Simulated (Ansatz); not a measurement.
# A series in volume scale on ScAl₃

Free energy against uniform scaling of the volume at fixed shape and fractions; periodic cell, basis, potentials, k mesh and filling as listed. The results are calculated, by Ansatz 0.2.0.

The cell before it is scaled or strained (space group Pm-3m, No. 221):
```
cell vectors (Å)
   4.0878     0.0000     0.0000
   0.0000     4.0878     0.0000
   0.0000     0.0000     4.0878
atoms (fractions of the cell vectors)
Sc  0.00000  0.00000  0.00000
Al  0.50000  0.00000  0.50000
Al  0.00000  0.50000  0.50000
Al  0.50000  0.50000  0.00000
```

Settings of every row: functional PBEsol; dispersion D3(BJ); potentials PAW; wave cutoff 500 eV; density cutoff 2000 eV; k mesh 6x6x6; k shift 0x0x0; occupations fermi dirac; smearing width 0.1 eV; spin none.

Limits: coarse k mesh, up to 40 meV an atom off; the cell comes from a prototype or a list of computed structures and needn't be the stable phase.

| row | volume scale | V (Å³/atom) | pressure (GPa) | energy above lowest point (meV/atom) |
| --- | --- | --- | --- | --- |
| 1 | 0.9 | 15.369 | 6.02 | 15.4 |
| 2 | 0.925 | 15.796 | 2.83 | 3.7 |
| 3 | 0.95 | 16.223 | 0.04 | 0 |
| 4 | 0.975 | 16.65 | -2.41 | 3.2 |
| 5 | 1 | 17.077 | -4.54 | 12.5 |
| 6 | 1.025 | 17.504 | -6.4 | 27.1 |
| 7 | 1.05 | 17.931 | ? | ? |
| 8 | 1.075 | 18.358 | -9.42 | 69.7 |
| 9 | 1.1 | 18.785 | -10.64 | 96.4 |

Question: what pressure and energy above lowest point should row 7 give?

Worked fit of pressure. Take u = (V_r/V)^(2/3) − 1 with V_r = 16.864 Å³ an atom, which is twice the finite (Eulerian) strain; such expansions in the strain, on which the Birch-Murnaghan equation of state is built, carry the rest volume and the bulk modulus. The shown rows have u = 0.06384, 0.04458, 0.02617, 0.00855, -0.00833, -0.02453, -0.05502, -0.06939. Least squares give pressure = −3.511 + 126.27 × u + 350.8 × u² + 161 × u³ GPa; a parabola predicts inner rows, each left out in turn, worse (root mean square 0.012 against 0.0043 GPa). All shown rows lie on it to the printed digit. The pressure vanishes at u = 0.0259, or V = 16.23 Å³ an atom, and there the bulk modulus at fixed shape and fractions is B = −V dP/dV = (2/3)(1 + u) dP/du = 99 GPa. The withheld row has u = -0.04007, so the fit gives −3.511 + 126.27 × (-0.04007) + 350.8 × (-0.04007)² + 161 × (-0.04007)³ = -8.02 GPa.

The calculation gave -8.02 GPa. The fit meets it to the printed digit.

Worked fit of energy above lowest point. Take u = (V_r/V)^(2/3) − 1 with V_r = 16.864 Å³ an atom, which is twice the finite (Eulerian) strain; such expansions in the strain, on which the Birch-Murnaghan equation of state is built, carry the rest volume and the bulk modulus. The shown rows have u = 0.06384, 0.04458, 0.02617, 0.00855, -0.00833, -0.02453, -0.05502, -0.06939. Least squares give energy above lowest point = 7.16 − 550.2 × u + 10624 × u² meV/atom; a straight line predicts inner rows, each left out in turn, worse (root mean square 17 against 0.08 meV/atom). The rows lie off it by 0.1, 0.0, 0.0, 0.0, 0.0, 0.1, 0.1, -0.1. Its lowest point lies at u = 0.0259, or V = 16.23 Å³ an atom, and the curvature there gives the bulk modulus at fixed shape and fractions, B = (4/9)(1 + u)² E″(u)/V = 98.1 GPa. The withheld row has u = -0.04007, so the fit gives 7.16 − 550.2 × (-0.04007) + 10624 × (-0.04007)² = 46.3 meV/atom.

The calculation gave 46.4 meV/atom. The fit lies 0.1 meV/atom (0.1 % of the column's range) below it, one unit of the last digit.
